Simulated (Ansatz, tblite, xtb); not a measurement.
## How methods differ on C2H4AlFO (SMILES C=C[O][AlH][F])

C2H4AlFO has 9 atoms, charge 0, and is taken as a singlet. As SMILES, `C=C[O][AlH][F]`. Geometry: relaxed at PBE0-D4/def2-TZVP. This is one conformer, not always the lowest.

```xyz
9

C    -1.5620   -0.3601    1.1039
C    -0.7280   -0.3129    0.0755
O     0.4903    0.2565    0.1396
Al    1.8008    0.5193   -0.8848
F     3.0876    1.3016   -0.2350
H    -1.2977    0.0653    2.0641
H    -2.5277   -0.8322    0.9885
H    -0.9990   -0.7431   -0.8888
H     1.8243    0.0592   -2.3803
```

Each level gives the dipole moment (D). The values are calculated.

```csv
level,kind,program,value (D),CPU time
IPEA1-xTB,semi-empirical,tblite,2.99,under 2 s
GFN2-xTB,semi-empirical,tblite,2.18,under 2 s
GFN1-xTB,semi-empirical,tblite,3.00,under 2 s
GFN0-xTB,semi-empirical,xtb,1.52,under 2 s
HF/STO-3G,Hartree–Fock,Ansatz,1.65,0.49 s
HF/3-21G,Hartree–Fock,Ansatz,2.49,0.79 s
HF/6-31G,Hartree–Fock,Ansatz,3.05,1.5 s
HF/def2-SVP,Hartree–Fock,Ansatz,2.17,2.5 s
BLYP/STO-3G,GGA,Ansatz,1.46,1.7 s
B3LYP/6-31G* (spherical functions),global hybrid,Ansatz,1.72,5 s
```

The values span 1.46 to 3.05 D. Sets without polarisation functions give poor dipoles. CPU times are rough (shared hosts, several kinds of processor): they show what a rung costs within a factor of a few.

Within Hartree–Fock, the dipole depends strongly on the basis: it climbs from 1.65 D with STO-3G to 3.05 D with 6-31G, then falls to 2.17 D with def2-SVP. Aluminium is bound to electronegative oxygen and fluorine and to a hydridic hydrogen, so the total is a vector sum of strongly polar bonds that partly cancel, and modest shifts in charge change it noticeably. A minimal basis restricts charge separation, while a split valence set lets charge build up on oxygen and fluorine. Adding d functions lets their lone pairs polarise back towards the electron-poor aluminium, which probably accounts for the later drop.

In STO-3G, going from Hartree–Fock to BLYP lowers the dipole only slightly, in line with the usual tendency of Hartree–Fock to exaggerate bond polarity. The near match between GFN2-xTB and HF/def2-SVP may be fortuitous and doesn't validate either. Without a correlated reference in a large, diffuse basis, the table can't establish which level is most accurate.
